# Keating model of the diamond structure: elastic constants, Kleinman parameter and the Keating identity

## (a) Premises and conventions

**Structure.** The diamond structure is a face-centred cubic lattice with cube edge $a$ and two atoms per primitive cell, A at the origin and B at $(a/4)(1,1,1)$. The cell volume is $\Omega=a^3/4$. The four bonds from A to its B neighbours are $\mathbf r_i=(a/4)\,\mathbf n_i$ with

$$\mathbf n_1=(1,1,1),\quad \mathbf n_2=(1,-1,-1),\quad \mathbf n_3=(-1,1,-1),\quad \mathbf n_4=(-1,-1,1).$$

The bond length obeys $d^2=3a^2/16$, and $\mathbf r_j\cdot\mathbf r_k=-d^2/3$ for $j\ne k$. The bonds from B are $-\mathbf r_i$. Three properties, read off the components, are used below:

$$\sum_i\mathbf n_i=0,\qquad \sum_i n_{i\mu}n_{i\nu}=4\delta_{\mu\nu},\qquad n_{ix}n_{iy}n_{iz}=1. \tag{1}$$

Since $n_{ix}^2=1$, the last one gives $n_{iy}n_{iz}=n_{ix}$ and its cyclic partners.

**Energy.** The two-constant form of the model of Keating (1966) assigns to each primitive cell

$$U=\frac{3\alpha}{8d^2}\sum_{i=1}^{4}\left[\Delta(\mathbf r_i\cdot\mathbf r_i)\right]^2+\frac{3\beta}{8d^2}\sum_{\mathrm{A,B}}\ \sum_{j<k}\left[\Delta(\mathbf r_j\cdot\mathbf r_k)\right]^2, \tag{2}$$

where $\Delta$ is the change from the perfect crystal. Each of the four bonds is counted once, and each of the six bond pairs is counted once at each of the two atoms. Both $\alpha$ and $\beta$ are in N/m, and $3/(8d^2)=2/a^2$.

**Assumptions.** (i) The nuclei move on one adiabatic energy surface of an insulating crystal. (ii) Only the two terms of (2) act; there are no other cross terms and no long-range forces. (iii) Strains are small and homogeneous, and the energy is kept to second order. (iv) The relative position of the sublattices relaxes fully under strain.

**Strain.** The symmetric strain tensor is $\varepsilon_{\mu\nu}$. Voigt components are $e_1=\varepsilon_{xx}$, $e_2=\varepsilon_{yy}$, $e_3=\varepsilon_{zz}$, $e_4=2\varepsilon_{yz}$, $e_5=2\varepsilon_{zx}$, $e_6=2\varepsilon_{xy}$. With $\theta=e_1+e_2+e_3$ and $\mathbf g=(e_4,e_5,e_6)$, the cubic elastic constants are defined by the energy density

$$\mathcal U=\tfrac12C_{11}(e_1^2+e_2^2+e_3^2)+C_{12}(e_1e_2+e_2e_3+e_3e_1)+\tfrac12C_{44}\,|\mathbf g|^2. \tag{3}$$

**Meaning of the two terms.** For small changes $\delta r_i$ of the bond lengths, $\Delta(\mathbf r_i\cdot\mathbf r_i)=2d\,\delta r_i$, so the first term is $\tfrac32\alpha\,\delta r_i^2$ per bond, a spring of constant $3\alpha$. With $\mathbf r_j\cdot\mathbf r_k=r_jr_k\cos\phi_{jk}$, $\cos\phi_0=-1/3$ and $\sin\phi_0=2\sqrt2/3$,

$$\Delta(\mathbf r_j\cdot\mathbf r_k)=-\tfrac{2\sqrt2}{3}d^2\,\delta\phi_{jk}-\tfrac13 d\,(\delta r_j+\delta r_k).$$

The $\beta$ term thus resists bending, but it also holds a fixed admixture of stretching. This is why $\beta$ will appear in the bulk modulus.

## (b) Scalar products in the strained crystal

Let the lattice be deformed by the matrix $\mathsf F$, and let sublattice B be shifted by a further $\mathbf u$ relative to A. The bonds become $\mathbf r_i'=\mathsf F\mathbf r_i+\mathbf u$. Multiplying out gives, exactly,

$$\Delta(\mathbf r_j\cdot\mathbf r_k)=2\,\mathbf r_j^{\mathsf T}\eta\,\mathbf r_k+(\mathsf F^{\mathsf T}\mathbf u)\cdot(\mathbf r_j+\mathbf r_k)+|\mathbf u|^2,\qquad \eta=\tfrac12(\mathsf F^{\mathsf T}\mathsf F-1).$$

Three consequences follow.

1. A rigid rotation of the strained crystal leaves $\eta$, $\mathsf F^{\mathsf T}\mathbf u$ and $|\mathbf u|$ unchanged, so (2) is rotationally invariant and $\mathsf F=1+\varepsilon$ may be taken symmetric.
2. $U$ is a sum of squares of quantities that vanish in the perfect crystal. It has no linear term, so the reference state is free of stress and of internal force. For the quadratic energy each $\Delta$ is needed to first order only: $\eta\to\varepsilon$, $\mathsf F^{\mathsf T}\mathbf u\to\mathbf u$, and $|\mathbf u|^2$ drops out, because these corrections enter $U$ at third order.
3. The bonds at B are $-\mathbf r_i'$, whose scalar products equal those at A. The sum over the two atoms is a factor 2.

With the dimensionless shift $\mathbf w$ defined by $\mathbf u=(a/4)\mathbf w$,

$$\Delta(\mathbf r_j\cdot\mathbf r_k)=\frac{a^2}{8}\left[\mathbf n_j^{\mathsf T}\varepsilon\,\mathbf n_k+\tfrac12\mathbf w\cdot(\mathbf n_j+\mathbf n_k)\right]. \tag{4}$$

## (c) Quadratic energy density

**Stretching term.** For $j=k=i$,

$$\mathbf n_i^{\mathsf T}\varepsilon\,\mathbf n_i=\theta+e_4n_{iy}n_{iz}+e_5n_{iz}n_{ix}+e_6n_{ix}n_{iy}=\theta+\mathbf g\cdot\mathbf n_i$$

by (1). The bracket in (4) is therefore

$$s_i=\theta+(\mathbf g+\mathbf w)\cdot\mathbf n_i. \tag{5}$$

In $\sum_i s_i^2$ the cross term vanishes because $\sum_i\mathbf n_i=0$, and the second property in (1) gives $\sum_i s_i^2=4\theta^2+4|\mathbf g+\mathbf w|^2$. Hence

$$U_\alpha=\frac{2\alpha}{a^2}\cdot\frac{a^4}{64}\sum_is_i^2=\frac{\alpha a^2}{8}\left[\theta^2+|\mathbf g+\mathbf w|^2\right].$$

**Bending term.** For the pair (1,2) the diagonal strains give $e_1-e_2-e_3$. The coefficient of $\varepsilon_{yz}$ is $n_{1y}n_{2z}+n_{1z}n_{2y}=-2$, which contributes $-e_4$. The coefficients of $\varepsilon_{xy}$ and $\varepsilon_{zx}$ are $-1+1=0$. Since $\mathbf n_1+\mathbf n_2=(2,0,0)$, the shift contributes $w_x$. For the pair (3,4) the diagonal part is the same, the coefficient of $\varepsilon_{yz}$ is $+2$, and $\mathbf n_3+\mathbf n_4=(-2,0,0)$. The other pairs follow in the same way. With $p_1=e_1-e_2-e_3$, $p_2=e_2-e_3-e_1$, $p_3=e_3-e_1-e_2$, the brackets $t_{jk}$ in (4) are:

| pair | $\mathbf n_j+\mathbf n_k$ | $t_{jk}$ |
|---|---|---|
| 12 | $(2,0,0)$ | $p_1+(w_x-e_4)$ |
| 34 | $(-2,0,0)$ | $p_1-(w_x-e_4)$ |
| 13 | $(0,2,0)$ | $p_2+(w_y-e_5)$ |
| 24 | $(0,-2,0)$ | $p_2-(w_y-e_5)$ |
| 14 | $(0,0,2)$ | $p_3+(w_z-e_6)$ |
| 23 | $(0,0,-2)$ | $p_3-(w_z-e_6)$ |

The cross terms cancel within each couple of rows, so $\sum t_{jk}^2=2(p_1^2+p_2^2+p_3^2)+2|\mathbf w-\mathbf g|^2$ and

$$U_\beta=2\cdot\frac{2\beta}{a^2}\cdot\frac{a^4}{64}\sum_{j<k}t_{jk}^2=\frac{\beta a^2}{8}\left[p_1^2+p_2^2+p_3^2+|\mathbf w-\mathbf g|^2\right].$$

**Total.** Division by $\Omega=a^3/4$ yields

$$\mathcal U=\frac{\alpha}{2a}\left[\theta^2+|\mathbf g+\mathbf w|^2\right]+\frac{\beta}{2a}\left[p_1^2+p_2^2+p_3^2+|\mathbf w-\mathbf g|^2\right]. \tag{6}$$

The diagonal strains are decoupled from $\mathbf g$ and $\mathbf w$, and each shear component couples to one component of the shift: $e_4$ to $w_x$, $e_5$ to $w_y$, $e_6$ to $w_z$.

## (d) $C_{11}$, $C_{12}$ and the bulk modulus

Let $S=e_1^2+e_2^2+e_3^2$ and $P=e_1e_2+e_2e_3+e_3e_1$. Then $\theta^2=S+2P$. Each $p_m^2$ contains $S$ once. The product $e_1e_2$ has the coefficient $-2$ in $p_1^2$, $-2$ in $p_2^2$ and $+2$ in $p_3^2$, in total $-2$, and likewise for the other two products. So $p_1^2+p_2^2+p_3^2=3S-2P$, and the diagonal part of (6) is

$$\frac{\alpha+3\beta}{2a}\,S+\frac{\alpha-\beta}{a}\,P.$$

Comparison with (3) gives

$$C_{11}=\frac{\alpha+3\beta}{a},\qquad C_{12}=\frac{\alpha-\beta}{a}. \tag{7}$$

The bulk modulus is $B=(C_{11}+2C_{12})/3=(\alpha+\beta/3)/a$. A direct check: a uniform dilation $e_1=e_2=e_3=e$ gives $\theta=3e$ and $p_m=-e$, so $\mathcal U=(9\alpha+3\beta)e^2/(2a)=\tfrac12B(3e)^2$. The combinations needed later are

$$C_{11}-C_{12}=\frac{4\beta}{a},\qquad C_{11}+3C_{12}=\frac{4\alpha}{a},\qquad C_{11}+C_{12}=\frac{2(\alpha+\beta)}{a}. \tag{8}$$

Here $a$ is the cube edge. If the length unit is a quarter of the edge, $a'=a/4$, the same results read $C_{11}=(\alpha+3\beta)/(4a')$ and so on.

## (e) Internal strain, Kleinman parameter and $C_{44}$

The shear part of (6) has the form

$$\mathcal U_{\rm sh}=\tfrac12C_{44}^0|\mathbf g|^2+D\,\mathbf g\cdot\mathbf w+\tfrac12K|\mathbf w|^2, \tag{9}$$

$$C_{44}^0=K=\frac{\alpha+\beta}{a},\qquad D=\frac{\alpha-\beta}{a}. \tag{10}$$

$C_{44}^0$ is the shear constant with the sublattices clamped at $\mathbf w=0$. By assumption (iv) no net force acts between the sublattices: $\partial\mathcal U/\partial\mathbf w=D\mathbf g+K\mathbf w=0$. This is a minimum because $K>0$. The solution is

$$\mathbf w=-\zeta\,\mathbf g,\qquad \mathbf u=-\zeta\,\frac a4\,(e_4,e_5,e_6),\qquad \zeta=\frac DK=\frac{\alpha-\beta}{\alpha+\beta}. \tag{11}$$

**Identification of $\zeta$.** From $2d\,\delta r_i=(a^2/8)s_i$ and $d^2=3a^2/16$ follows $\delta r_i/d=s_i/3$. Inserting (11) in (5),

$$\frac{\delta r_i}{d}=\tfrac13\left[\theta+(1-\zeta)\,\mathbf g\cdot\mathbf n_i\right].$$

For $\zeta=0$ the atoms follow the macroscopic strain. For $\zeta=1$ the four bonds stay equal in length under any shear. These two limits fix the zero, sign and scale of the internal-strain parameter of Kleinman (1962), so $\zeta$ in (11) is that parameter. For the trigonal shear $\varepsilon_{xy}=\varepsilon_{yz}=\varepsilon_{zx}=\epsilon$ one has $\mathbf g=2\epsilon(1,1,1)$; the $[111]$ bond changes by $2\epsilon(1-\zeta)d$ and each of the other three by $-\tfrac23\epsilon(1-\zeta)d$.

By (7) and (8), $\alpha-\beta=aC_{12}$ and $\alpha+\beta=a(C_{11}+C_{12})/2$, so

$$\zeta=\frac{2C_{12}}{C_{11}+C_{12}}. \tag{12}$$

**Relaxed shear constant.** Substituting $\mathbf w=-(D/K)\mathbf g$ in (9) gives $\mathcal U_{\rm sh}=\tfrac12(C_{44}^0-D^2/K)|\mathbf g|^2$. Therefore

$$C_{44}=C_{44}^0-K\zeta^2=\frac{(\alpha+\beta)^2-(\alpha-\beta)^2}{a(\alpha+\beta)}=\frac{4\alpha\beta}{a(\alpha+\beta)}. \tag{13}$$

Since $K=C_{44}^0$ in this model, $C_{44}=C_{44}^0(1-\zeta^2)$: relaxation removes the fraction $\zeta^2$ of the clamped stiffness.

## (f) The identity and its corollaries

Three elastic constants depend on two parameters, so one relation links them. From (13) and (8),

$$2C_{44}(C_{11}+C_{12})=2\cdot\frac{4\alpha\beta}{a(\alpha+\beta)}\cdot\frac{2(\alpha+\beta)}{a}=\frac{4\beta}{a}\cdot\frac{4\alpha}{a},$$

that is

$$2C_{44}(C_{11}+C_{12})=(C_{11}-C_{12})(C_{11}+3C_{12}). \tag{14}$$

The lattice constant has cancelled. Dividing by $(C_{11}-C_{12})(C_{11}+C_{12})$ gives an equivalent statement about the anisotropy ratio $A$:

$$A\equiv\frac{2C_{44}}{C_{11}-C_{12}}=\frac{C_{11}+3C_{12}}{C_{11}+C_{12}}=1+\zeta .$$

The Poisson ratio for stress along a cube axis is $\nu=C_{12}/(C_{11}+C_{12})=\zeta/2$.

**Stability and limits.** The conditions $B>0$, $C_{11}-C_{12}>0$, $C_{44}>0$ and $K>0$ hold together exactly when $\alpha>0$ and $\beta>0$; then $-1<\zeta<1$. For $\beta\to0$ both shear constants vanish and $\zeta\to1$: with stretching alone the tetrahedral network shears without changing any bond length. For $\beta=\alpha$ one has $C_{12}=0$, $\zeta=0$ and $A=1$, an elastically isotropic crystal. A large $\beta/\alpha$, approaching 1 from below, thus means small internal strain, small Poisson ratio and weak anisotropy.

**Zone-centre optical mode.** At zero strain the energy per cell is $\Omega\cdot\tfrac12K(4/a)^2|\mathbf u|^2=2aK|\mathbf u|^2$. For two atoms of mass $M$ the kinetic energy of relative motion is $\tfrac12(M/2)|\dot{\mathbf u}|^2$. Hence

$$\omega_0^2=\frac{8aK}{M},\qquad\text{and in this model}\qquad \omega_0^2=\frac{8(\alpha+\beta)}{M}=\frac{4a(C_{11}+C_{12})}{M}. \tag{15}$$

## (g) Range of validity

**What symmetry gives and what the model adds.** Under the tetrahedral site group, $\mathbf g$ and $\mathbf w$ both transform like a vector, while the diagonal strains form one scalar and one doublet. Any harmonic diamond-structure crystal therefore has the diagonal part of (3) plus (9), with five independent constants $C_{11}$, $C_{12}$, $C_{44}^0$, $D$, $K$. The relations $\zeta=D/K$, $C_{44}=C_{44}^0-K\zeta^2$ and $K=M\omega_0^2/(8a)$ are general. The two-constant model imposes three conditions,

$$C_{44}^0=\tfrac12(C_{11}+C_{12}),\qquad K=\tfrac12(C_{11}+C_{12}),\qquad D=C_{12}. \tag{16}$$

The identity (14) tests one combination of them. It can hold while (12) and the last form of (15) fail.

**Omitted short-range terms.** As an example, add to (2) a coupling of adjacent stretches, $(3\gamma/8d^2)\sum_{\rm A,B}\sum_{j<k}\Delta(\mathbf r_j\cdot\mathbf r_j)\,\Delta(\mathbf r_k\cdot\mathbf r_k)$. Since $\sum_is_i=4\theta$,

$$\sum_{j<k}s_js_k=\tfrac12\Big[\Big(\sum_is_i\Big)^2-\sum_is_i^2\Big]=6\theta^2-2|\mathbf g+\mathbf w|^2,$$

and (6) gains $(\gamma/2a)\,[3\theta^2-|\mathbf g+\mathbf w|^2]$. So $\alpha$ is replaced by $\alpha_1=\alpha+3\gamma$ in (7) and (8), and by $\alpha_2=\alpha-\gamma$ in (10), (11) and (13). The ratio $\mathcal R$ of the left side of (14) to the right side becomes

$$\mathcal R=\frac{\alpha_2(\alpha_1+\beta)}{\alpha_1(\alpha_2+\beta)}\approx1-\frac{4\gamma\beta}{\alpha(\alpha+\beta)}$$

to first order in $\gamma$. The identity belongs to the two-term potential and is no consequence of cubic symmetry.

**Other conditions.**

- *Non-polar crystal.* In the diamond structure the bond centre is an inversion centre, the effective charges vanish, and neither shear nor the optical mode creates a macroscopic field. In zincblende compounds Coulomb forces add terms to all five constants, and (14) has no reason to hold.
- *Slow, long-wavelength strain.* With inertia the shift obeys $\ddot{\mathbf w}+\omega_0^2\mathbf w=-\omega_0^2\zeta\mathbf g$, so at driving frequency $\omega$ the response is $\mathbf w=-\zeta\mathbf g/(1-\omega^2/\omega_0^2)$. Assumption (iv) needs $\omega\ll\omega_0$. The results say nothing about phonons at finite wave vector.
- *Small strain, zero stress.* Third-order terms change the energy by a relative amount of the order of the strain. Under pressure the energy has a linear term, and step 2 of part (b) fails.
- *Temperature.* Equation (2) is a static energy; constants fitted at 300 K are effective ones. Adiabatic (S) and isothermal (T) constants also differ. The free-energy density contains $-3B\alpha_L\theta\,\delta T-c_V\,\delta T^2/(2T)$, with $\alpha_L$ the linear expansion coefficient and $c_V$ the heat capacity per volume. Constant entropy requires $\delta T=-3B\alpha_LT\theta/c_V$, and substitution adds $\tfrac12\delta C\,\theta^2$ to the energy with
$$\delta C=C_{11}^S-C_{11}^T=C_{12}^S-C_{12}^T=\frac{9B^2\alpha_L^2T}{c_V}, \tag{17}$$
while $C_{44}$ is unchanged.

## (h) Numerical illustration: diamond

**Inputs.** The compiled measured values at 300 K are $C_{11}=1079$ GPa, $C_{12}=124$ GPa and $C_{44}=578$ GPa (Ioffe Institute), and the zone-centre optical wavenumber is $1332\ \mathrm{cm^{-1}}$ (arXiv:cond-mat/0412643, temperature not stated). The cube edge is taken as the typical $a\approx3.567\times10^{-10}$ m, so $d=1.545\times10^{-10}$ m, and the mass as $M\approx12.011$ u $=1.9945\times10^{-26}$ kg. The premises are well met in two respects. The compiled band gap is 5.48 eV (Chen 2018), more than $200\,k_BT$ at 300 K. The compiled static and high-frequency dielectric constants are both 5.7 (Ioffe Institute; Skelton 2020), as expected when the optical mode carries no dipole.

**Fit.** $C_{11}$ and $C_{12}$ fix the parameters and are not predictions. With $C_{11}+3C_{12}=1451$ GPa, $C_{11}-C_{12}=955$ GPa and $C_{11}+C_{12}=1203$ GPa, (8) gives

$$\alpha/a=362.75\ \mathrm{GPa},\quad \beta/a=238.75\ \mathrm{GPa},\quad \alpha=129.4\ \mathrm{N/m},\quad \beta=85.2\ \mathrm{N/m},\quad \beta/\alpha=0.658,$$

and $B=442.3$ GPa.

**Model results.**

| quantity | model | compiled measurement |
|---|---|---|
| $\zeta=2C_{12}/(C_{11}+C_{12})$ | 0.206 | none used |
| $C_{44}^0=(\alpha+\beta)/a$ | 601.5 GPa | none used |
| relaxation $K\zeta^2$ | 25.6 GPa | none used |
| $C_{44}$ | 575.9 GPa | 578 GPa |
| $A$ | 1.206 | 1.210 (from the three $C_{ij}$) |
| $\omega_0/2\pi c$ | $1557\ \mathrm{cm^{-1}}$ | $1332\ \mathrm{cm^{-1}}$ |
| $K$ | 601.5 GPa | 440.0 GPa (from $\omega_0$) |

The Poisson ratio from the fitted constants is $\nu=0.103$. In the model a shear $e_6=0.01$ shifts the sublattices by $|u_z|=\zeta(a/4)e_6=0.184$ pm, and relaxation removes the fraction $\zeta^2=0.0425$ of $C_{44}^0$.

**Test of the identity.** With the measured constants the left side of (14) is $1.3907\times10^6\ \mathrm{GPa^2}$ and the right side $1.3857\times10^6\ \mathrm{GPa^2}$, so $\mathcal R=1.0036$. The model's $C_{44}$, which was not fitted, lies 2.1 GPa or 0.36 % below the measured value. This residual has to be weighed against small effects. Differentiating $C_{44}=(C_{11}-C_{12})(C_{11}+3C_{12})/[2(C_{11}+C_{12})]$ gives $\partial C_{44}/\partial C_{11}=0.52$ and $\partial C_{44}/\partial C_{12}=0.11$. Rounding of the three inputs to whole GPa alone allows 0.8 GPa in the residual. For (17), take the Debye heat capacity

$$c_V=9nk_B\,x^{-3}\int_0^{x}\frac{y^4e^y}{(e^y-1)^2}\,dy,\qquad x=\Theta/T,$$

with $n=8/a^3=1.763\times10^{29}\ \mathrm{m^{-3}}$ and the compiled $\Theta=2250$ K (Råsander 2015). At 200 K, $x=11.25$, the integral is 25.67 and $c_V=3.95\times10^5\ \mathrm{J\,m^{-3}K^{-1}}$. The compiled $\alpha_L=0.4\times10^{-6}\ \mathrm{K^{-1}}$ (Kaye and Laby Online) then gives $\delta C=0.14$ GPa, with $B$ kept at its 300 K value. At 300 K, $x=7.5$, the integral is 22.8 and $c_V=1.18\times10^6\ \mathrm{J\,m^{-3}K^{-1}}$; a typical $\alpha_L\approx1.0\times10^{-6}\ \mathrm{K^{-1}}$ gives the estimate $\delta C=0.45$ GPa. A common shift of $C_{11}$ and $C_{12}$ moves the model's $C_{44}$ by $0.63\,\delta C$, or 0.28 GPa. The supported statement is that (14) holds for diamond to about half a per cent or better.

**Test of the optical mode.** With $\alpha+\beta=214.6$ N/m, (15) gives $\omega_0=2.934\times10^{14}\ \mathrm{s^{-1}}$, or $1557\ \mathrm{cm^{-1}}$, which is 17 % above the measured value. The measured wavenumber corresponds to $\omega_0=2.509\times10^{14}\ \mathrm{s^{-1}}$ (39.9 THz, far above acoustic measuring frequencies) and, by the general relation, to $K=M\omega_0^2/(8a)=440.0$ GPa. The second condition in (16) is thus violated: the model's $K$ is 37 % too large. The omitted terms contribute $-161.5$ GPa to $K$, much more than the whole relaxation term of 25.6 GPa.

The stretch coupling $\gamma$ alone cannot repair this. The fit to $C_{11}$ and $C_{12}$ now fixes $\alpha_1/a=362.75$ GPa and leaves $\beta$ unchanged. Choosing $\alpha_2/a=K-\beta/a=201.2$ GPa to match $\omega_0$ needs $\gamma/a=(\alpha_1-\alpha_2)/(4a)=40.4$ GPa, and gives $C_{44}=437$ GPa and $\zeta=-0.085$. Choosing $\alpha_2/a=366.0$ GPa to match $C_{44}$ leaves $K=604.8$ GPa. Further terms are needed.

**Why the identity says little about $\zeta$.** The general relation $C_{44}^0=C_{44}+K\zeta^2$, with the measured $C_{44}$ and $K=440.0$ GPa, has a relaxation term of 4.4 GPa at $\zeta=0.10$ and 27.5 GPa at $\zeta=0.25$. The difference, 23.1 GPa, is 4.0 % of $C_{44}$. A change of that size in the clamped constant, which the elastic data do not fix, absorbs a change of $\zeta$ by a factor 2.5. At large $\beta/\alpha$ the identity mainly tests the first condition in (16), at the level of a few per cent.

**Contrast with silicon.** With typical inputs $C_{11}\approx166$ GPa, $C_{12}\approx64$ GPa and $a\approx5.43\times10^{-10}$ m, the same formulas give $\alpha=48.6$ N/m, $\beta=13.8$ N/m and $\beta/\alpha=0.285$. The model's results are $\zeta=0.557$, $C_{44}^0=115$ GPa and $C_{44}=79$ GPa. Relaxation removes the fraction $\zeta^2=0.31$, against 0.0425 in diamond, so at small $\beta/\alpha$ the shear constant depends strongly on the internal strain.

**Result for diamond.** The model fitted to $C_{11}$ and $C_{12}$ has $\beta/\alpha=0.658$, reproduces the measured $C_{44}$ to 0.36 % and overestimates the optical frequency by 17 %. Its $\zeta=0.206$ is the model's number and should not be read as the material's: the value typically quoted for diamond is near 0.12, so the model is high by a factor of about 1.7.